**Spin splitting of the 4s level in Pd²⁺: net spin, level depth or shell-weighted exchange**

The table holds the 4s up and down Kohn-Sham eigenvalues, their mean radii and their difference for ten imposed valence configurations of Pd²⁺, from spherical all-electron, scalar-relativistic, spin-polarised LDA-PW92 calculations. The program fits the splitting against net spin, against the depth of the level, against the unpaired 4d count, and with an additive form in 4d, 5s and 5p spins, and it compares selected pairs of rows. Net spin misses the two 5s² rows by about 0.8 eV when fitted to the other eight, and depth fails for swaps of 5s up for 5p up, where the level deepens by up to 1.3 eV while the splitting falls by about 0.01 eV. The additive form leaves an rms residual of 0.012 eV, with an outer spin worth about a tenth of a 4d spin, close to the ratio of the Slater exchange integrals of one row. Frozen first-order exchange gives 4.77 eV for that row against 1.80 eV in LDA, so it gives the ratio of the weights and not their size.

Spherical Pd²⁺ ion (Z = 46), all-electron Kohn-Sham calculations with Quantum ESPRESSO 7.5 (ld1.x): spin-polarised LDA (Slater exchange, Perdew-Wang 1992 correlation), scalar-relativistic, point nucleus. Bound levels have negative eigenvalues, and (4d up)5 means five spin-up electrons in 4d.

## Program and output

```python
# Table: 4s up/down Kohn-Sham eigenvalues, radii and gap of Pd2+ in ten imposed configurations (ld1.x 7.5,
# LDA-PW92, scalar-relativistic, spin-polarised). Tested: gap vs net spin, level depth, or shell-weighted spin.
T = {
    'configuration': ['[Kr] (4d up)5 (4d down)3', '[Kr] (4d up)5 (4d down)2 (5p up)1', '[Kr] (4d up)5 (4d down)1 (5s up)1 (5p up)1', '[Kr] (4d up)5 (4d down)0.5 (5s up)1 (5p up)1.5', '[Kr] (4d up)5 (4d down)2.5 (5s up)0.5', '[Kr] (4d up)5 (4d down)2 (5s up)1', '[Kr] (4d up)5 (4d down)2.5 (5p up)0.5', '[Kr] (4d up)5 (4d down)0.5 5s2 (5p up)0.5', '[Kr] (4d up)5 (4d down)1 5s2', '[Kr] (4d up)5 (4d down)0.5 (5p up)2.5'],
    'eigenvalue_4s_up': [-111.17, -117.57, -122.82, -126.12, -113.7, -116.28, -114.36, -125.01, -121.65, -127.3],  # eV
    'eigenvalue_4s_down': [-109.8, -115.31, -119.52, -122.24, -111.9, -114.01, -112.57, -121.34, -118.53, -123.43],  # eV
    'mean_radius_4s_up': [0.94182, 0.93798, 0.93388, 0.9315, 0.9401, 0.93826, 0.93997, 0.93151, 0.93386, 0.93116],  # bohr
    'mean_radius_4s_down': [0.9411, 0.93669, 0.93173, 0.92901, 0.93896, 0.9367, 0.93897, 0.92991, 0.93254, 0.92889],  # bohr
    'gap': [1.3742, 2.2567, 3.3017, 3.878, 1.8048, 2.2708, 1.7968, 3.6629, 3.113, 3.8681],  # eV
}
import re
import numpy as np
def occ(c, s):
    m = re.search(r'\(' + s + r'\)([\d.]+)', c)
    return float(m.group(1)) if m else 0.0
C = T['configuration']
md = np.array([5 - occ(c, '4d down') for c in C])
ms = np.array([occ(c, '5s up') for c in C]); mp = np.array([occ(c, '5p up') for c in C])
s2 = np.array(['5s2' in c for c in C]); S = md + ms + mp
g = np.array(T['gap']); one = np.ones(len(C))
dep = -(np.array(T['eigenvalue_4s_up']) + np.array(T['eigenvalue_4s_down'])) / 2
ru = np.array(T['mean_radius_4s_up']); rd = np.array(T['mean_radius_4s_down'])
lab = ['dn%g' % (5 - md[i]) + (' s2' if s2[i] else '') + (' s%g' % ms[i] if ms[i] else '')
       + (' p%g' % mp[i] if mp[i] else '') for i in range(len(C))]
I = {l: i for i, l in enumerate(lab)}
def fit(cols, mask=None):
    X = np.array(cols).T; k = one > 0 if mask is None else mask
    p = np.linalg.lstsq(X[k], g[k], rcond=None)[0]
    return p, g - X @ p
(pA, rA), (pB, rB), (pC, rC) = fit([one, S]), fit([one, dep]), fit([one, md])
pD, rD = fit([md, md**2, ms, mp]); R = [rA, rB, rC, rD]; rms = [np.sqrt(np.mean(r**2)) for r in R]
print('labels: dn = 4d down count, s, p = 5s up, 5p up count, s2 = paired 5s; energies in eV')
print('A net spin S: gap = %.3f + %.3f S' % tuple(pA))
print('B depth (minus mean 4s eigenvalue): gap = %.2f + %.4f depth' % tuple(pB))
print('C unpaired 4d only: gap = %.3f + %.3f md' % tuple(pC))
print('D additive: gap = %.3f md + %.4f md^2 + %.3f m5s + %.3f m5p' % tuple(pD))
print('row            md   S   depth   gap  gap/md  resid A      B      C      D')
for i in np.argsort(g):
    print('%-13s %.1f %.1f %7.2f %.3f %.3f   %+.3f %+.3f %+.3f %+.3f' % (
        lab[i], md[i], S[i], dep[i], g[i], g[i] / md[i], rA[i], rB[i], rC[i], rD[i]))
print('rms A %.3f, B %.3f, C %.3f, D %.3f; rounding of gap 0.00005' % tuple(rms))
print('worst: ' + ', '.join('%s %s %+.3f' % (n, lab[np.argmax(abs(r))], r[np.argmax(abs(r))]) for n, r in zip('ABCD', R)))
p8, r8 = fit([one, S], ~s2)
print('A on the 8 rows without 5s2 (there S = 2 md - 2): %.3f + %.3f S, rms %.3f' % (*p8, np.sqrt(np.mean(r8[~s2]**2))))
print('  its misses on the 5s2 rows: ' + ', '.join('%s %+.3f' % (lab[i], r8[i]) for i in np.where(s2)[0]))
print('same S = 4: dn1 s2 minus dn2 s1 gap = %+.3f' % (g[I['dn1 s2']] - g[I['dn2 s1']]))
sw = [('dn2.5 s0.5', 'dn2.5 p0.5'), ('dn2 s1', 'dn2 p1'), ('dn0.5 s1 p1.5', 'dn0.5 p2.5')]
dd = np.array([dep[I[b]] - dep[I[a]] for a, b in sw]); dg = np.array([g[I[b]] - g[I[a]] for a, b in sw])
for (a, b), x, y in zip(sw, dd, dg):
    print('swap %s -> %s: depth %+.2f, B predicts gap %+.3f, table %+.4f' % (a, b, x, pB[1] * x, y))
out = [(g[I[b]] - g[I[a]]) / 2 for a, b in [('dn1 s2', 'dn1 s1 p1'), ('dn0.5 s2 p0.5', 'dn0.5 s1 p1.5')]]
dsl = (g[I['dn1 s2']] - g[I['dn3']]) / 2
print('5s2 -> 5s up 5p up: gap %+.3f (md 4), %+.3f (md 4.5); per outer spin %.3f, %.3f' % (2*out[0], 2*out[1], *out))
print('per 4d spin, dn3 -> dn1 s2: %.3f; outer/4d ratio %.3f, %.3f' % (dsl, out[0] / dsl, out[1] / dsl))
print('gap/md rise dn3 -> dn1 s2 (no net outer spin): %.1f %%' % (100 * (g[I['dn1 s2']] / 4 / (g[I['dn3']] / 2) - 1)))
# Further outputs of the same runs (Slater integrals and levels in eV, radii in bohr)
G2ds, G1ps = 9.314828, 0.6493735; fo = 2.5 * G2ds / 5 + 0.5 * G1ps / 3  # row dn2.5 p0.5
print('dn2.5 p0.5: G2(4d,4s)/5 = %.3f, G1(5p,4s)/3 = %.3f, ratio %.3f' % (G2ds/5, G1ps/3, G1ps/3/(G2ds/5)))
print('  first-order exchange %.2f vs LDA gap %.3f, LDA/first-order %.2f' % (fo, g[I['dn2.5 p0.5']], g[I['dn2.5 p0.5']] / fo))
print('md 2.5 -> 4.5: G1(4d,4p) %+.1f %%, F2(4d,4d) %+.1f %%, model D 4d part per spin %+.1f %%' % (
    100*(13.54932/12.70963-1), 100*(9.830571/9.134595-1), 100*((pD[0]+4.5*pD[1])/(pD[0]+2.5*pD[1])-1)))
print('4d up radius dn3 -> dn1 s2: %+.1f %%; dn3 -> dn0.5 p2.5: %+.1f %%' % (100*(1.282437/1.369648-1), 100*(1.257843/1.369648-1)))
core = {'1s': (24161.11, 24161.10, 24167.52, 24167.48), '3s': (660.5407, 660.297, 667.1892, 666.7746)}
for n, (a, b, c, d) in core.items():
    print('%s, dn3 -> dn2 p1: depth %+.2f, gap %.2f -> %.2f' % (n, (c + d - a - b) / 2, a - b, c - d))
print('4s, dn3 -> dn2 p1: depth %+.2f, gap %.2f -> %.2f' % (dep[I['dn2 p1']] - dep[I['dn3']], g[I['dn3']], g[I['dn2 p1']]))
rm = (ru + rd) / 2; dr = ru - rd
print('range: gap x%.2f, depth %+.1f %% (%.2f eV), mean 4s radius %+.2f %%' % (
    g.max()/g.min(), 100*(dep.max()/dep.min()-1), dep.max()-dep.min(), 100*(rm.min()/rm.max()-1)))
print('r(4s up) - r(4s down): %.5f to %.5f bohr; rounding 0.00001' % (dr.min(), dr.max()))
print('  at md 4: dn1 s2 %.5f, dn1 s1 p1 %.5f bohr' % (dr[I['dn1 s2']], dr[I['dn1 s1 p1']]))
assert rms[0] > 2 * rms[2] and (r8[s2] > 0.5).all()
assert (dd > 0.5).all() and (dg < 0).all() and (abs(dg) < 0.02).all()
assert all(0.05 < o / dsl < 0.2 for o in out)
assert (g > 0).all() and (dr > 0).all()
```

Printed output:

```
labels: dn = 4d down count, s, p = 5s up, 5p up count, s2 = paired 5s; energies in eV
A net spin S: gap = 0.442 + 0.509 S
B depth (minus mean 4s eigenvalue): gap = -18.36 + 0.1784 depth
C unpaired 4d only: gap = -0.646 + 0.979 md
D additive: gap = 0.570 md + 0.0520 md^2 + 0.099 m5s + 0.098 m5p
row            md   S   depth   gap  gap/md  resid A      B      C      D
dn3           2.0 2.0  110.48 1.374 0.687   -0.086 +0.023 +0.062 +0.026
dn2.5 p0.5    2.5 3.0  113.47 1.797 0.719   -0.172 -0.086 -0.005 -0.003
dn2.5 s0.5    2.5 3.0  112.80 1.805 0.722   -0.164 +0.041 +0.003 +0.005
dn2 p1        3.0 4.0  116.44 2.257 0.752   -0.221 -0.156 -0.035 -0.020
dn2 s1        3.0 4.0  115.15 2.271 0.757   -0.207 +0.089 -0.021 -0.007
dn1 s2        4.0 4.0  120.09 3.113 0.778   +0.635 +0.049 -0.158 -0.000
dn1 s1 p1     4.0 6.0  121.17 3.302 0.825   -0.195 +0.045 +0.030 -0.008
dn0.5 s2 p0.5 4.5 5.0  123.18 3.663 0.814   +0.676 +0.048 -0.098 -0.005
dn0.5 p2.5    4.5 7.0  125.37 3.868 0.860   -0.137 -0.137 +0.107 +0.005
dn0.5 s1 p1.5 4.5 7.0  124.18 3.878 0.862   -0.127 +0.084 +0.117 +0.013
rms A 0.330, B 0.086, C 0.081, D 0.012; rounding of gap 0.00005
worst: A dn0.5 s2 p0.5 +0.676, B dn2 p1 -0.156, C dn1 s2 -0.158, D dn3 +0.026
A on the 8 rows without 5s2 (there S = 2 md - 2): 0.281 + 0.508 S, rms 0.042
  its misses on the 5s2 rows: dn0.5 s2 p0.5 +0.840, dn1 s2 +0.798
same S = 4: dn1 s2 minus dn2 s1 gap = +0.842
swap dn2.5 s0.5 -> dn2.5 p0.5: depth +0.66, B predicts gap +0.119, table -0.0080
swap dn2 s1 -> dn2 p1: depth +1.29, B predicts gap +0.231, table -0.0141
swap dn0.5 s1 p1.5 -> dn0.5 p2.5: depth +1.19, B predicts gap +0.211, table -0.0099
5s2 -> 5s up 5p up: gap +0.189 (md 4), +0.215 (md 4.5); per outer spin 0.094, 0.108
per 4d spin, dn3 -> dn1 s2: 0.869; outer/4d ratio 0.109, 0.124
gap/md rise dn3 -> dn1 s2 (no net outer spin): 13.3 %
dn2.5 p0.5: G2(4d,4s)/5 = 1.863, G1(5p,4s)/3 = 0.216, ratio 0.116
  first-order exchange 4.77 vs LDA gap 1.797, LDA/first-order 0.38
md 2.5 -> 4.5: G1(4d,4p) +6.6 %, F2(4d,4d) +7.6 %, model D 4d part per spin +14.9 %
4d up radius dn3 -> dn1 s2: -6.4 %; dn3 -> dn0.5 p2.5: -8.2 %
1s, dn3 -> dn2 p1: depth +6.40, gap 0.01 -> 0.04
3s, dn3 -> dn2 p1: depth +6.56, gap 0.24 -> 0.41
4s, dn3 -> dn2 p1: depth +5.95, gap 1.37 -> 2.26
range: gap x2.82, depth +13.5 % (14.88 eV), mean 4s radius -1.21 %
r(4s up) - r(4s down): 0.00072 to 0.00249 bohr; rounding 0.00001
  at md 4: dn1 s2 0.00132, dn1 s1 p1 0.00215 bohr
```
